In the molecule CH₃–O–CH=PH, atom 1 is the methyl carbon, atom 2 the oxygen, atom 3 the carbon bound to phosphorus, and atom 4 the phosphorus; atoms 5 to 9 are hydrogens. Between two bonded atoms the electron density has a bond critical point: it is lowest there along the line from atom to atom, and highest there across that line. The table lists what a density-functional calculation finds at the eight such points.

Bond critical points (QTAIM) of the electron density in CH₃–O–CH=PH, neutral singlet in the gas phase, computed with PySCF 2.14.0 at the PBE0/def2-SVP level as a single point on the GFN2-xTB geometry. The first and second atom are the two atoms joined by the bond, and a.u. means atomic units.

```
row  density (a.u.)  first atom  second atom  laplacian (a.u.)  ellipticity  energy density (a.u.)
  1           0.291       2.000        3.000            -0.196        0.039                 -0.456
  2           0.285       1.000        5.000            -1.112        0.044                 -0.314
  3           0.284       3.000        8.000            -1.109        0.027                 -0.313
  4           0.281       1.000        7.000            -1.065        0.046                 -0.305
  5           0.279       1.000        6.000            -1.052        0.046                 -0.301
  6           0.256       1.000        2.000            -0.349        0.014                 -0.371
  7           0.176       3.000        4.000             0.636        0.437                 -0.137
  8           0.159       4.000        9.000             0.216        0.015                 -0.135
```

The density ρ is in electrons per cubic bohr. The laplacian is the sum of the three curvatures of ρ, one along the bond and two across it. The ellipticity tells by what fraction the stronger of the two across curvatures exceeds the weaker. The energy density H is the sum of a kinetic part G, which is positive, and a potential part V, which is negative.

(a) C=P is the only double bond in the molecule, yet six of the other seven bonds have a higher density at their points. What sets the order?

Solution. Much of the density at a bond point would be there without any bond. Put free, spherical atoms at the same places, add up their densities, and what remains is the change that bonding brings. At the O–C3 point the density exceeds that at the C=P point by 0.115, and 0.107 of this gap is already present in the free atoms. The double bond ranks below the C–O bonds mainly because of which atoms it joins and where they stand, not because little is shared between them.

The distances explain this. Phosphorus has a large core and a spread-out valence shell, so its bonds are long. The C=P point lies 1.04 Å from carbon, where that atom's density has become thin, whereas the O–C3 point lies only 0.44 Å from the same carbon.

The C–H bonds stand high for another reason. The free atoms alone would give them about 0.17, well below either C–O bond, but bonding adds about 0.11. At no other point does it add more than 0.03. Hydrogen has no core to keep the shared pair at a distance, and the C–H point lies close to the proton, within the charge that has gathered there. The four C–H values differ so little that their order needs no explanation.

P–H shows that hydrogen alone does not ensure a high density. Its point lies 0.72 Å from the proton, against 0.39 Å in C3–H, and bonding adds only 0.026 there. Length alone does not give the order either: P–H and the methyl C–O bond have nearly the same length, 1.40 and 1.41 Å, but very different densities.

Between the two C–O bonds, where the elements are the same, the shorter one does have the higher density. About half of the difference comes from the free atoms being closer together, and the rest from bonding. This fits a picture in which an oxygen lone pair is partly shared with the neighbouring double bond, strengthening O–C3. It does not prove it, since a doubly bonded carbon tends to form shorter single bonds in any case.

(b) Only the two phosphorus bonds have a positive laplacian. Which of the curvatures is responsible, and why?

Solution. Walking along the bond, one climbs from the point towards either nucleus, so this curvature is positive. Stepping sideways, one leaves both atoms behind and the density falls, so the two across curvatures are negative. The laplacian is the balance between the climb and the fall.

Two pairs of bonds show which side changes. The curvature along the bond is nearly the same in O–C3 and C=P, 1.02 and 1.06, but the across sum shrinks from −1.21 to −0.43. Methyl C–O and P–H repeat the pattern: they agree along the bond to within 5 per cent, while the across sum of P–H is less than half as large. In some other comparisons, such as C=P with methyl C–O, a steeper climb along the bond also helps. But against each of the six bonds without phosphorus, the larger part of the rise in the laplacian comes from the sides, where the density falls away too gently.

A simple model shows why. Let the density of each atom decay as exp(−2r), with r in bohr, as it does in a free hydrogen atom. At the bond point the two slopes must cancel; with equal decay, each atom then supplies half the density, ρ/2, and has a slope of size ρ. A small sidestep x lengthens the distance r to a nucleus by x²/(2r), which lowers that atom's density by ρx²/(2r). This is a curvature of −ρ/r. Two atoms and two sideways directions give

across sum = −2ρ(1/r₁ + 1/r₂)

where r₁ and r₂ are the distances from the point to the two nuclei. A bond point with little density, far from both nuclei, therefore has weak across curvature.

For C=P the distances are 1.038 Å and 0.640 Å. Divided by 0.529 Å per bohr, they become 1.96 and 1.21 bohr, so that

across sum = −2 × 0.176 × (1/1.96 + 1/1.21) = −0.47

The calculated density gives −0.43. The decay constant is that of hydrogen, and no row of the table was used to set it. Over all eight bonds the formula is off by 10 to 17 per cent of the calculated value: too weak for the bonds without phosphorus, too strong for the two with it.

The distances matter as well as the density. If the across sum is taken as proportional to ρ alone, with one factor adjusted to all eight rows by least squares on the relative errors, the typical error is 30 per cent. With the distances included, and one factor adjusted in the same way, it is 14 per cent. The formula still leaves the contrast between carbon and phosphorus too small. A likely reason is that the valence density of phosphorus decays more slowly than that of carbon or oxygen, but this was not tested.

The same model fails along the bond, where it predicts a curvature of 4ρ. For C3–H that is 1.14, whereas the calculation gives 0.34. One steady decay rate is too crude for the valley between the atoms, whose shape depends on how each atom's density bends there and on what bonding adds. In the C–H bonds the valley curves least and the fall at the sides is steepest, and together these make their laplacians the most negative of all. For O–C3 the model would even give the whole laplacian the wrong sign. It explains why the fall at the sides is weak in the phosphorus bonds, but it cannot predict the sign of the laplacian by itself.

(c) A positive laplacian can be read as the mark of a closed-shell contact, such as an ionic bond. Does that reading hold for C=P?

Solution. The laplacian and the energy density ask different questions of the same two energies. The local virial theorem links them:

laplacian/4 = 2G + V = G + H

A negative laplacian requires the potential part to be more than twice the kinetic part in size. A negative H requires only that it be larger. A bond can meet the second condition and fail the first.

C=P does exactly this. From the table, G = 0.636/4 + 0.137 = 0.296, and V = −0.137 − 0.296 = −0.433. The potential part is about 1.5 times the kinetic part: enough for a negative energy density, but too little for a negative laplacian. P–H lies in the same range between the two conditions, and the other six bonds meet both. If a negative H is taken as the mark of sharing, all eight are shared bonds.

Other results of the calculation support a double bond. The Mayer bond order, a count of shared electron pairs, is 1.76 for C=P and close to 1 for the other seven bonds. Electrons are also most easily removed just above and below phosphorus, outside the molecular plane, where a π bond has its density.

The ellipticity points the same way, though its size needs care. A π bond puts density on two opposite sides of the bond line, so the density falls less steeply towards those sides than in the plane. But the ellipticity is a ratio, and part (b) showed that the curvatures in C=P are small. The same difference between the two across curvatures, set against the weaker across curvature of O–C3, would give an ellipticity of only 0.13 instead of 0.437. That is still more than three times the 0.039 found for O–C3, as a π bond would give, but the large value partly reflects how gently the density falls. The output does not say in which direction the fall is gentler; that this is out of the molecular plane is expected, not shown.

The value of the laplacian deserves less trust than this argument. In polar bonds it depends strongly on the basis set, and only one small set was used, so 0.636 should not be taken as a precise measure of the bond. To judge a bond from such a point, first ask how far it lies from the two nuclei and how much density the free atoms would leave there. Only then do a low density and a positive laplacian tell something about the bonding itself.
